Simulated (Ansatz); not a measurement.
# ScGa3: the change of pressure and energy less free atoms with volume scale

All results are calculated (Ansatz 0.2.0). Periodic Kohn-Sham DFT of a crystal at fixed atoms, scaled to volume_scale times the given cell; pressure positive in compression, energy less spherical unpolarised free atoms, largest_vzz the field gradient of largest size among the nuclei.

The cell before it is scaled or strained (space group Pm-3m, No. 221):
```
CELL_PARAMETERS angstrom
4.09500 0.00000 0.00000
0.00000 4.09500 0.00000
0.00000 0.00000 4.09500
ATOMIC_POSITIONS crystal
Sc 0.00000 0.00000 0.00000
Ga 0.00000 0.50000 0.50000
Ga 0.50000 0.00000 0.50000
Ga 0.50000 0.50000 0.00000
```

Settings of every row: method all-electron LAPW; functional LDA; relativity scalar; k mesh 9x9x9; filling fermi-dirac; smearing width 0.05 eV; basis error target 1 meV/atom; nucleus gaussian.

Atom start moment: 0 on all atoms.

```
row  volume scale  V (Å³/atom)  pressure (GPa)  energy less free atoms (eV/atom)
  1          0.94       16.137          -0.703                           -4.5506
  2          0.98       16.824          -4.033                           -4.5402
  3             1       17.167               ?                                 ?
  4          1.01       17.339          -6.093                           -4.5238
  5          1.04       17.854           -7.84                           -4.5014
```

Question: what pressure and energy less free atoms should row 3 give?

Worked fit of pressure. Take u = (V_r/V)^(2/3) − 1 with V_r = 17.081 Å³ an atom, which is twice the finite (Eulerian) strain; such expansions in the strain, on which the Birch-Murnaghan equation of state is built, carry the rest volume and the bulk modulus. The shown rows have u = 0.03863, 0.01016, -0.00994, -0.02908. Least squares give pressure = −5.1041 + 102.589 × u + 293.3 × u² GPa; a straight line predicts inner rows, each left out in turn, worse (root mean square 0.21 against 0.0038 GPa). The rows lie off it by 0.000, -0.001, 0.002, -0.001. The withheld row has u = -0.00334, so the fit gives −5.1041 + 102.589 × (-0.00334) + 293.3 × (-0.00334)² = -5.443 GPa.

The calculation gave -5.443 GPa. The fit meets it to the printed digit.

Worked fit of energy less free atoms. Take u = (V_r/V)^(2/3) − 1 with V_r = 17.081 Å³ an atom, which is twice the finite (Eulerian) strain; such expansions in the strain, on which the Birch-Murnaghan equation of state is built, carry the rest volume and the bulk modulus. The shown rows have u = 0.03863, 0.01016, -0.00994, -0.02908. Least squares give energy less free atoms = −4.53284 − 0.8146 × u + 9.182 × u² eV/atom; a straight line predicts inner rows, each left out in turn, worse (root mean square 0.0067 against 7.5e-05 eV/atom). All shown rows lie on it to the printed digit. The withheld row has u = -0.00334, so the fit gives −4.53284 − 0.8146 × (-0.00334) + 9.182 × (-0.00334)² = -4.5300 eV/atom.

The calculation gave -4.53 eV/atom. The fit meets it to the printed digit.
